**Q:** The usual line drawing of my ion, CH₂–CH–CH₂F with one positive charge, puts an unpaired electron on the end carbon C1 and the charge on its neighbour C2. I would therefore expect the ion to lose an electron at C1 and to take one up at C2. Does a calculation bear that out?

**A:** It can be tested by removing an electron from the ion, adding one to it, and seeing each time where the electron density changes. The atoms are held still throughout. The column "fukui minus", $f^-$, gives each atom's share of the electron removed, and "fukui plus", $f^+$, its share of the electron added. Each column adds up to one electron, apart from rounding.

Hirshfeld-condensed Fukui functions of the cation CH₂–CH–CH₂F⁺ (doublet), computed with PySCF 2.14.0 at the PBE/6-311G(d,p) level. The GFN2-xTB geometry is held fixed, and the neutral molecule and dication are singlets. Rows are atoms: C1 to C3 along the chain from the CH₂ end, F4, H5 and H6 on C1, H7 on C2, H8 and H9 on C3.

```tsv
row	fukui minus (e)	computed element	fukui plus (e)
1	0.209	C	0.236
2	0.119	C	0.173
3	0.101	C	0.074
4	0.154	F	0.086
5	0.078	H	0.088
6	0.071	H	0.082
7	0.069	H	0.077
8	0.088	H	0.082
9	0.112	H	0.103
```

Removal agrees with your drawing, since C1 has the largest share. Attachment decides against it. There C2 should lead, yet C1 takes 0.236 of the electron and C2 only 0.173.

**Q:** But C2 does take more in attachment than it gives in removal. Isn't that my cationic centre showing through?

**A:** C2 does show the largest rise of any atom, 0.054 e. However, C1 rises too, and so do the three hydrogens on these two carbons. All four atoms of the CH₂F group fall. What differs between the columns is the balance between the two ends of the molecule, and the dividing line is the bond from C2 to C3.

The drawing misleads because it treats one event as two. Take an electron out of the double bond of allyl fluoride, CH₂=CH–CH₂F, and what remains is both positively charged and a radical. The line drawing has to put the charge on one carbon and the unpaired electron on the other, and the opposite assignment is a valid drawing too, though the two need not count equally. The computed atomic charges show no special cationic carbon either: C1 carries 0.134 e and C2 0.125 e.

**Q:** Then perhaps simple electrostatics decides. The incoming electron goes to the atoms that are most positive.

**A:** That is a reasonable rival, and fluorine shows what is wrong with it. Its charge in the ion is zero, yet it takes 0.086 of the added electron, more than the positively charged C3. The reason is that an atom's charge in the ion has two sources: the polarity that the neutral molecule already had, and the electron that was then lost. Fluorine was negative in the neutral molecule and lost just enough density to end at zero.

For every atom, the share of the added electron is its charge in the ion less its charge in the neutral molecule. A map of the ion's charges is therefore not a map of the place left by the lost electron. It would be one only if all atoms of the neutral molecule were uncharged.

**Q:** What does decide, if neither the drawing nor the charges do?

**A:** The simplest candidate is a single orbital $\varphi$ that holds one electron in your ion. Adding an electron fills it, and removing one empties it. Suppose that all other electrons stay as they are, with density $\rho_0$. The three densities are then

$$\rho_{\text{neutral}}=\rho_0+2|\varphi|^2,\qquad \rho_{\text{ion}}=\rho_0+|\varphi|^2,\qquad \rho_{\text{dication}}=\rho_0 .$$

Each step changes the density by the same $|\varphi|^2$, so the two columns should be equal, atom by atom. The argument requires that both electrons of the pair come from the same orbital. The calculation treats the neutral molecule and the dication as singlets, which fits that requirement.

**Q:** How well does it work?

**A:** I used each atom's removal share as the prediction for its attachment share, for all nine atoms and with no adjusted constant. The typical miss is 0.032 e, against 0.057 e if the atomic charges are used instead. Part of that success is cheap, because the carbons take more than the hydrogens on average, though C3 does not. Giving each element its own average attachment share already brings the miss down to 0.039 e. The one-orbital picture thus comes out ahead, but not by a wide margin; the printed output has the comparison.

The failure is more instructive when the atoms are grouped. Take the CH₂=CH end, which consists of C1, C2 and their three hydrogens. Its removal shares add up to

$$0.209+0.119+0.078+0.071+0.069=0.546 ,$$

so the model predicts 0.546 for attachment as well. The calculation gives 0.656. The model is short by 0.110 e, about a sixth of the computed value, and the CH₂F end makes up the difference.

**Q:** Why should the same orbital look different on the way in and on the way out?

**A:** It helps to run the attachment backwards. You then have the neutral molecule losing two electrons in turn, always at the same geometry. The first loss is the "fukui plus" column and the second is "fukui minus". The first electron comes mainly from the CH₂=CH end, while the second is drawn more evenly from the whole molecule.

Electrostatic repulsion offers a natural reason. After the first loss the CH₂=CH end carries 0.636 e of the ion's single positive charge. Taking the second electron from the same place would pile charge on charge, and in the same set of calculations the second loss costs about 8 eV more than the first. The molecule can soften that cost if density flows from the CH₂F end towards the emptied double bond. Fluorine, with its lone pairs, contributes most to the change: its share goes from 0.086 in the first loss to 0.154 in the second.

**Q:** Is that flow of density established, or only plausible?

**A:** That the other electrons respond is established within this calculation. In some regions the density rises when an electron is removed, and in others it falls when one is added. A fixed orbital density $|\varphi|^2$ is never negative, so it cannot produce such regions. That this response, driven by repulsion, causes the shift between the two ends is an argument from theory, which these numbers allow but do not prove.

Four features of the calculation bear on the size of the shift. The dication was computed only as a singlet; in a triplet the second electron would leave a different orbital, and the removal column could look different. The density functional used here also tends to spread a missing electron over too much of a molecule, which may make the CH₂F end look more involved than it is. The ion was computed in the gas phase, whereas a solvent would screen the repulsion between charges and could alter the shift. Finally, only one shape of the ion was used, taken from the more approximate GFN2-xTB method, and another shape could change the shares.

**Q:** You keep speaking of the double bond. Do the numbers say that the orbital is the π orbital?

**A:** That is mainly standard chemistry: the most easily removed electron of a simple alkene sits in its π orbital. The hydrogens add a hint. A π orbital vanishes in the plane of the carbon skeleton, so a C–H bond lying in that plane cannot mix with it, whereas one that points out of the plane can. Chemists call this mixing hyperconjugation. In this ion the double bond is clearly twisted: the two hydrogens on C1 stand about a third of an ångström out of the plane of the three carbons, on opposite sides. The rule therefore holds only roughly.

The hydrogen on C2, atom 7, lies in the plane of the three carbons and has the smallest share of any hydrogen in both columns. Atom 9, on C3, stands almost 1 Å out of the plane and has the largest share of any hydrogen in both. Atom 8, also on C3 and well out of the plane, fits less well: it comes second among the hydrogens in removal but not in attachment. Five hydrogens bound to three different carbons are a small sample, so this supports the π picture without proving it. Even the in-plane hydrogen has a share of 0.069 in removal, which probably reflects how density is divided among atoms and how the other electrons respond. A hydrogen's share should therefore not be read as a sign that it is a reactive site.

**Q:** So should I label C1 as the place where the ion gives electrons and C2 as the place where it accepts them?

**A:** No. C1 leads in both directions, and the likeness of the columns suggests one half-filled orbital that serves for both. The contrast they do contain is between the first and the second electron lost, and it concerns whole ends of the molecule.

Neutral allyl fluoride would be a different case. Its π orbital is full, so an added electron must go into another, empty orbital, and the two columns would then describe different orbitals. One of them you can already write down. At this geometry and level of theory, the neutral molecule's removal column is the "fukui plus" column of your ion, because both compare the same two densities.

Numerical output:

```
Atom by atom (charges in e, height in angstrom):
  row  attachment_minus_removal  charge_neutral  charge_ion  charge_dication  height_above_plane
    1                     0.027          -0.102       0.134            0.343                   0
    2                     0.054          -0.048       0.125            0.244                   0
    3                    -0.027           0.024       0.098            0.199                   0
    4                    -0.068          -0.086           0            0.154              0.1826
    5                      0.01           0.044       0.132             0.21               0.334
    6                     0.011            0.04       0.122            0.193              0.3274
    7                     0.008           0.046       0.123            0.192            0.002948
    8                    -0.006           0.045       0.127            0.215              0.7403
    9                    -0.009           0.036       0.139            0.251              0.9798
C1 minus C2 in removal (e): 0.09
C1 minus C2 in attachment (e): 0.063
rms miss of attachment shares, one-orbital model (e): 0.03232
rms miss of attachment shares, atomic-charge model (e): 0.0574
rms miss of attachment shares, equal shares (e): 0.05259
rms miss of attachment shares, element averages (e): 0.03908
vinyl end, share in removal (e): 0.546
vinyl end, share in attachment (e): 0.656
charge of vinyl end in the ion (e): 0.636
charge of CH2F end in the ion (e): 0.364
correlation of hydrogen share with height, removal: 0.9303
correlation of hydrogen share with height, attachment: 0.7811
```
